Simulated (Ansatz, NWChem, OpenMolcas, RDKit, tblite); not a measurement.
A ladder of methods for BI3 (boron triiodide)

The species is BI3 (4 atoms), meant as a singlet with charge 0. As SMILES, `IB(I)I`. Geometry: relaxed at PBE0-D4/def2-TZVP.

Each level gives the HOMO–LUMO gap (eV). The values are calculated.

| level | kind | program | value (eV) |
| --- | --- | --- | --- |
| extended Hückel | semi-empirical | RDKit | 5.78 |
| IPEA1-xTB | semi-empirical | tblite | 4.17 |
| HF/def2-SVP (core potential) | Hartree–Fock | Ansatz | 10.62 |
| SVWN5/def2-SVP (core potential) | LDA | NWChem | 2.96 |
| revPBE/def2-SVP (core potential) | GGA | Ansatz | 3.05 |
| TPSS/def2-SVP (core potential) | meta-GGA | OpenMolcas | 3.18 |
| M06-2X/def2-SVP (core potential) | hybrid meta-GGA | OpenMolcas | 6.62 |
| CAM-B3LYP/def2-SVP (core potential) | range-separated hybrid | Ansatz | 7.16 |
| B2PLYP/def2-SVP (core potential) | double hybrid | OpenMolcas | 7.00 |

The values span 2.96 to 10.62 eV. Orbital gaps aren't excitation energies, and those of double hybrids come from the SCF part alone; they tend to grow with the share of exact exchange.

The three semilocal functionals agree closely, at 2.96 to 3.18 eV, while Hartree–Fock gives 10.62 eV, so the treatment of exchange matters far more here than the choice among semilocal forms. In trigonal planar BI3 the highest occupied orbitals are essentially iodine 5p lone pairs, and the lowest empty one is the out-of-plane boron 2p orbital, pushed up by π donation from iodine. The gap thus separates ligand donor levels from the acceptor orbital behind the molecule's Lewis acidity.

The fraction of exact exchange doesn't fix the order by itself: M06-2X lies below B2PLYP, although its fraction is slightly larger, probably because the accompanying semilocal terms also shift the levels. The two semi-empirical values fall between the semilocal and hybrid groups, but this reflects their parametrisation and doesn't make them a better estimate. The ladder also leaves open the effect of spin–orbit coupling, which mixes and splits the closely spaced iodine lone-pair levels.
